**Shell, exchange and charging models for spherical jellium clusters, N = 1–25**

The table holds energies per electron, spin counts, highest levels, vertical ionisation energies and second energy differences of spherical jellium clusters (rs = 2.94 bohr) from spin-polarised exchange-only LDA. The program withholds N = 3, 7, 14 and 24, recovers their energies from the second differences of known neighbours (an identity), and fits two models to the known rows: a hard-sphere kinetic sum plus scaled spin exchange for the second difference, and a binding step plus charging term for the ionisation energy. The first reaches an rms error of 0.039 eV on the fitted rows but 0.326 eV on the unfitted rows 13–20, where the 2s level is involved; the second has a leave-one-out rms of 0.057 eV. All four occupations are predicted correctly and three ionisation energies fall within the bar. N = 3 is missed by 0.15 eV in the fitted ionisation energy and by 0.26 eV in the modelled second difference.

Spherical jellium clusters (uniform background of charge N, radius rs N^(1/3), rs = 2.94 bohr) in spin-polarised exchange-only LDA with m-averaged shells, radks radial solver (version 2) with Libxc. Levels are named by radial order and filled greedily, so a lower state can be missed. Ionisation is vertical; the second difference is E(N+1) + E(N-1) - 2E(N) of neutral clusters.

## The fit in Python

```python
# Table: spherical jellium clusters, rs = 2.94 bohr, radks, spin-polarised exchange-only LDA: energy per electron,
# spin, top level, vertical ionisation energy IE, second difference D2 of neutral clusters (eV). Tested on known rows:
# D2 = hard-sphere kinetic sum + scaled spin exchange; IE = binding step + a + e^2/2(R+d). Then withheld rows.
T = {
    'electrons': [1, 2, 3, 4, 5, 6, 7, 8, 9, 10, 11, 12, 13, 14, 15, 16, 17, 18, 19, 20, 21, 22, 23, 24, 25],
    'energy_per_electron': [-0.38499, -0.62184, -0.29058, -0.34431, -0.52284, -0.47638, -0.55314, -0.67832, -0.56725, -0.52052, -0.51667, -0.54143, -0.58514, -0.59288, -0.57215, -0.57694, -0.60289, -0.64458, -0.67611, -0.68732, -0.6502, -0.62679, -0.61453, -0.61137, -0.61562],  # eV
    'unpaired_electrons': [1, 0, 1, 2, 3, 2, 1, 0, 1, 2, 3, 4, 5, 6, 5, 4, 1, 0, 1, 0, 1, 2, 3, 4, 5],
    'highest_level': ['1s up', '1s up', '1p up', '1p up', '1p up', '1p down', '1p down', '1p up', '1d up', '1d up', '1d up', '1d up', '1d up', '2s up', '1d down', '1d down', '1d down', '1d up', '2s up', '2s up', '1f up', '1f up', '1f up', '1f up', '1f up'],
    'ionisation_energy': [None, 5.40044, 3.70201, 4.60137, 5.13489, 3.94205, 4.61798, 5.04461, 3.0599, 3.51481, 3.86849, 4.15393, 4.38966, 3.91047, 3.57205, 3.88668, 4.22576, 4.4202, 4.26845, 3.93629, 2.992, 3.20706, 3.39648, 3.56507, 3.71637],  # eV
    'second_energy_difference': [None, 1.2306, -0.87741, -0.73151, 0.99292, -0.76963, -0.54093, 1.8759, -0.42121, -0.37828, -0.33562, -0.29595, 0.41631, 0.41144, -0.36679, -0.36919, -0.33535, 0.1097, 0.34333, 0.99251, -0.22753, -0.20955, -0.1936, -0.17927, None],  # eV
}
HELD = [2, 6, 13, 23]  # rows withheld from the fit
import numpy as np
from scipy.constants import physical_constants as pc
from scipy.optimize import brentq, least_squares
from scipy.special import spherical_jn
Ha = pc['Hartree energy in eV'][0]; R = lambda n: 2.94*n**(1/3)
N = [int(n) for n in T['electrons']]; held = [N[i] for i in HELD]
known = lambda k: {n: v for n, v in zip(N, T[k]) if n not in held and v is not None}
E = {n: n*v for n, v in known('energy_per_electron').items()}
D, IE, U = known('second_energy_difference'), known('ionisation_energy'), known('unpaired_electrons')
idn = max(abs(E[n+1]+E[n-1]-2*E[n]-D[n]) for n in D if n+1 in E and n-1 in E)
barE = {}
for n in held:  # identity: the known D2 of row n-1 fixes E(n)
    E[n] = D[n-1]-E[n-2]+2*E[n-1]; barE[n] = 5e-6*(3*n-4)+(5e-5 if abs(D[n-1]) >= 1 else 5e-6)
z = lambda l, a, b: brentq(lambda x: spherical_jn(l, x), a, b)**2
x2 = {'1s': np.pi**2, '1p': z(1, 4, 5), '1d': z(2, 5, 6.5), '2s': 4*np.pi**2, '1f': z(3, 6.5, 7.5)}
core = ['1s up', '1s down']+['1p up']*3+['1p down']*3+['1d up']*5
A = core+['2s up']+['1d down']*2; B = core+['1d down']*5+['2s up', '2s down']+['1f up']*5
conf = lambda n: (A if n <= 16 else B)[:n]
up = lambda c: sum(s.endswith('up') for s in c)
cx = 3/(4*np.pi)*(9*np.pi/4)**(1/3)*2**(1/3)
def Em(c, p):
    n = len(c); u = up(c)
    return Ha*(sum(x2[s[:2]] for s in c)/(2*(R(n)+p[0])**2)-p[1]*cx*(u**(4/3)+(n-u)**(4/3))/R(n))
Dm = lambda n, p, c=None: Em(conf(n+1), p)+Em(conf(n-1), p)-2*Em(c or conf(n), p)
fit = [n for n in D if not 13 <= n <= 20]; out = [n for n in D if n not in fit]
sA = least_squares(lambda p: [Dm(n, p)-D[n] for n in fit], [3, 0.7]); pA = sA.x
sK = least_squares(lambda p: [Dm(n, [p[0], 0])-D[n] for n in fit], [3.0])
rms = lambda v: float(np.sqrt(np.mean(np.square(v)))); rout = rms([Dm(n, pA)-D[n] for n in out])
step = {n: E[n-1]-E[n] for n in N[1:]}; g = {n: IE[n]-step[n] for n in IE}
gm = lambda n, q: q[0]+Ha/(2*(R(n)+q[1]))
fg = lambda S: least_squares(lambda q: [gm(n, q)-g[n] for n in S], [1.5, 0.8]).x
q = fg(list(g)); loo = rms([gm(n, fg([m for m in g if m != n]))-g[n] for n in g])
slope = np.polyfit([1/R(n) for n in g], list(g.values()), 1)[0]/Ha
W = np.mean([IE[n]-Ha/(2*R(n)) for n in IE]); rW = rms([W+Ha/(2*R(n))-IE[n] for n in IE])
assert all(2*up(conf(n))-n == round(U[n]) for n in U)
assert all(D[n] < 0 for n in (4, 6, 9, 10, 11, 12, 21, 22, 23)) and all(D[n] > 0.4 for n in (2, 5, 8, 13, 20))
assert idn < 5e-4 and 0.3 < slope < 0.55
print(f"D2 from energies vs D2 column, known rows: largest gap {idn:.5f} eV (rounding up to {5e-6*4*22:.5f})")
print(f"D2 model: d = {pA[0]:.2f} bohr, exchange scale {pA[1]:.2f}; rms {rms(sA.fun):.3f} eV fitted, {rout:.3f} eV rows 13-20")
print(f"D2 with kinetic term only: d = {sK.x[0]:.2f} bohr, rms {rms(sK.fun):.3f} eV")
print(f"g = IE - step: a = {q[0]:.2f} eV, d = {q[1]:.2f} bohr, leave-one-out rms {loo:.3f} eV; slope vs 1/R {slope:.2f} e^2")
print(f"charging alone: W = {W:.2f} eV, rms {rW:.3f} eV")
print("IE drop (eV): "+", ".join(f"{n}->{n+1} {IE[n]-IE[n+1]:.2f}" for n in (5, 8, 18, 19, 20)))
du, su, dd = -2.55267, -1.93307, -1.43592  # levels of the same N = 12 run, eV
print(f"N=12 levels: 2s up - 1d up {su-du:.2f}, 1d down - 2s up {dd-su:.2f}, 1d splitting {dd-du:.2f} eV")
print("N, D2, model, model-D2 (* not fitted) | step E(N-1)-E(N), g, fit-g; all eV")
for n in g:
    s = f"{D[n]:+.3f} {Dm(n, pA):+.3f} {Dm(n, pA)-D[n]:+.3f}{'*' if n in out else ' '}" if n in D else "no D2 in table".ljust(21)
    print(f"{n:2d} {s} | {step[n]:+.3f} {g[n]:.3f} {gm(n, q)-g[n]:+.3f}")
print("withheld rows: prediction, computed value, miss = prediction - computed; eV")
for i, n in zip(HELD, held):
    e, d, ie = T['energy_per_electron'][i], T['second_energy_difference'][i], T['ionisation_energy'][i]
    di = E[n+1]+E[n-1]-2*E[n]; p = step[n]+gm(n, q); pc_ = W+Ha/(2*R(n)); bm = 2*(rout if n == 14 else rms(sA.fun))
    print(f"N={n} state {conf(n)[-1]}, {2*up(conf(n))-n} unpaired; computed {T['highest_level'][i]}, {T['unpaired_electrons'][i]}"
          f" | E/N identity {E[n]/n:.5f}+-{barE[n]/n+5e-6:.5f}, computed {e:.5f}, miss {E[n]/n-e:+.5f}")
    print(f"  D2 identity {di:+.4f}+-{2*barE[n]+1e-5*n:.4f}, model {Dm(n, pA):+.2f}+-{bm:.2f}; computed {d:+.4f}, misses {di-d:+.4f}, {Dm(n, pA)-d:+.2f}")
    print(f"  IE step {step[n]:+.3f} + g {gm(n, q):.3f} = {p:.3f}+-{2*loo:.3f}; computed {ie:.3f}, miss {p-ie:+.3f}; charging alone {pc_:.2f}, miss {pc_-ie:+.2f}")
print(f"N=14 model D2 if the state were 1d6: {Dm(14, pA, B[:14]):+.2f} eV; model E(1d5 2s1)-E(1d6) {Em(A[:14], pA)-Em(B[:14], pA):+.2f} eV")
f = [21, 22, 23, 25]; p2, p3 = [np.polyval(np.polyfit(f, [IE[n] for n in f], k), 24) for k in (2, 3)]
print(f"N=24 IE within 1f shell: cubic {p3:.3f}+-{abs(p3-p2):.3f} (gap to quadratic), miss {p3-T['ionisation_energy'][N.index(24)]:+.4f} eV")
```

Running it gives:

```
D2 from energies vs D2 column, known rows: largest gap 0.00015 eV (rounding up to 0.00044)
D2 model: d = 2.83 bohr, exchange scale 0.74; rms 0.039 eV fitted, 0.326 eV rows 13-20
D2 with kinetic term only: d = 4.36 bohr, rms 0.453 eV
g = IE - step: a = 1.53 eV, d = 0.81 bohr, leave-one-out rms 0.057 eV; slope vs 1/R 0.38 e^2
charging alone: W = 1.94 eV, rms 0.499 eV
IE drop (eV): 5->6 1.19, 8->9 1.98, 18->19 0.15, 19->20 0.33, 20->21 0.94
N=12 levels: 2s up - 1d up 0.62, 1d down - 2s up 0.50, 1d splitting 1.12 eV
N, D2, model, model-D2 (* not fitted) | step E(N-1)-E(N), g, fit-g; all eV
 2 +1.231 +1.275 +0.045  | +0.859 4.542 +0.004
 4 -0.732 -0.647 +0.084  | +0.505 4.096 -0.081
 5 +0.993 +1.043 +0.050  | +1.237 3.898 -0.037
 6 -0.770 -0.733 +0.036  | +0.244 3.698 +0.044
 8 +1.876 +1.868 -0.008  | +1.555 3.490 +0.074
 9 -0.421 -0.473 -0.052  | -0.321 3.381 +0.113
10 -0.378 -0.379 -0.000  | +0.100 3.415 +0.019
11 -0.336 -0.311 +0.025  | +0.478 3.390 -0.009
12 -0.296 -0.260 +0.036  | +0.814 3.340 -0.006
13 +0.416 +0.644 +0.228* | +1.110 3.280 +0.011
15 -0.367 -0.311 +0.056* | +0.282 3.290 -0.073
16 -0.369 -0.722 -0.353* | +0.649 3.238 -0.053
17 -0.335 +0.087 +0.423* | +1.018 3.208 -0.053
18 +0.110 +0.571 +0.462* | +1.353 3.067 +0.060
19 +0.343 -0.054 -0.397* | +1.244 3.025 +0.076
20 +0.993 +0.878 -0.115* | +0.900 3.036 +0.041
21 -0.228 -0.214 +0.014  | -0.092 3.084 -0.030
22 -0.210 -0.193 +0.017  | +0.135 3.072 -0.039
23 -0.194 -0.175 +0.019  | +0.345 3.052 -0.039
25 no D2 in table        | +0.718 2.998 -0.023
withheld rows: prediction, computed value, miss = prediction - computed; eV
N=3 state 1p up, 1 unpaired; computed 1p up, 1 | E/N identity -0.29059+-0.00003, computed -0.29058, miss -0.00001
  D2 identity -0.8774+-0.0002, model -1.14+-0.08; computed -0.8774, misses +0.0000, -0.26
  IE step -0.372 + g 4.225 = 3.853+-0.114; computed 3.702, miss +0.151; charging alone 5.15, miss +1.45
N=7 state 1p down, 1 unpaired; computed 1p down, 1 | E/N identity -0.55314+-0.00002, computed -0.55314, miss -0.00000
  D2 identity -0.5409+-0.0003, model -0.48+-0.08; computed -0.5409, misses +0.0001, +0.06
  IE step +1.014 + g 3.645 = 4.658+-0.114; computed 4.618, miss +0.040; charging alone 4.36, miss -0.25
N=14 state 2s up, 6 unpaired; computed 2s up, 6 | E/N identity -0.59287+-0.00002, computed -0.59288, miss +0.00001
  D2 identity +0.4113+-0.0005, model +0.06+-0.65; computed +0.4114, misses -0.0002, -0.35
  IE step +0.693 + g 3.253 = 3.946+-0.114; computed 3.910, miss +0.035; charging alone 3.86, miss -0.05
N=24 state 1f up, 4 unpaired; computed 1f up, 4 | E/N identity -0.61136+-0.00002, computed -0.61137, miss +0.00001
  D2 identity -0.1795+-0.0009, model -0.16+-0.08; computed -0.1793, misses -0.0002, +0.02
  IE step +0.538 + g 2.994 = 3.532+-0.114; computed 3.565, miss -0.033; charging alone 3.55, miss -0.02
N=14 model D2 if the state were 1d6: -0.24 eV; model E(1d5 2s1)-E(1d6) -0.15 eV
N=24 IE within 1f shell: cubic 3.565+-0.003 (gap to quadratic), miss -0.0003 eV
```
